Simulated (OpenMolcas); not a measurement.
# [SiH3]+ (SMILES [SiH3+]): methods side by side

[SiH3]+ has 4 atoms, charge +1, and is taken as a singlet. SMILES: `[SiH3+]`. The shape is that of a PBE0-D4/def2-TZVP optimisation.

```xyz
4

Si    0.0000    0.0000    0.0000
H     0.6869    0.6754    1.1130
H    -0.1184   -1.4672   -0.0099
H    -0.5685    0.7917   -1.1031
```

Quantity: the energy change with the Si1–H4 bond stretched from 1.472 to 2.208 Å, in eV. The values are calculated.

```csv
level,kind,program,value (eV),less FCI/3-21G,CPU time (all runs)
HF/3-21G (restricted),Hartree–Fock,OpenMolcas,2.26,+0.58,3.1 s
PBE/3-21G (restricted),GGA,OpenMolcas,1.77,+0.09,8.2 s
r2SCAN/3-21G (restricted),meta-GGA,OpenMolcas,1.92,+0.24,10 s
B3LYP/3-21G (restricted),global hybrid,OpenMolcas,1.92,+0.24,8.8 s
B2PLYP/3-21G (restricted),double hybrid,OpenMolcas,1.96,+0.28,7.7 s
MP2/3-21G (restricted),perturbation theory,OpenMolcas,1.99,+0.31,3.5 s
CCSD(T)/3-21G (restricted),coupled cluster or CI,OpenMolcas,1.69,+0.01,4.4 s
CISD/3-21G (restricted),coupled cluster or CI,OpenMolcas,1.77,+0.09,3.5 s
FCI/3-21G,exact in the basis,OpenMolcas,1.68,0.00,7.4 s
```

FCI/3-21G is exact within its basis and frozen core, so for wave-function methods in that basis the difference is their error; functionals converge differently with the basis, so for them it is only a difference. Spin-restricted single references rise too steeply as a bond breaks, Hartree–Fock most of all. The first shape isn't each level's own minimum. The values span 1.68 to 2.26 eV. All rows use very small basis sets, so even the best lies far from the true value. Times are those of the runs behind each value, whatever else they computed, on shared processors of several kinds: orders of magnitude only.

Correlation lowers the cost of stretching this Si–H bond, from 2.26 eV in Hartree–Fock to 1.68 eV in FCI. As the bond lengthens, the σ and σ* orbitals draw together and the two bonding electrons increasingly avoid sharing one end. A single closed-shell determinant can't describe this left-right correlation and keeps too much ionic character. MP2 recovers only part of the effect and remains 0.31 eV too high, while CCSD(T) comes within 0.01 eV, which suggests that the stretched bond is still within reach of a single reference. CISD also does well, probably because the ion has so few valence electrons that the missing higher excitations matter little.

Among the functionals, PBE lies closest to FCI, plausibly because semilocal exchange mimics some left-right correlation. Exact exchange alone doesn't explain their order, since r2SCAN, which has none, matches B3LYP at 1.92 eV. The stretch stops well short of separated SiH2+ and H, so the ranking needn't carry over to the dissociation energy.
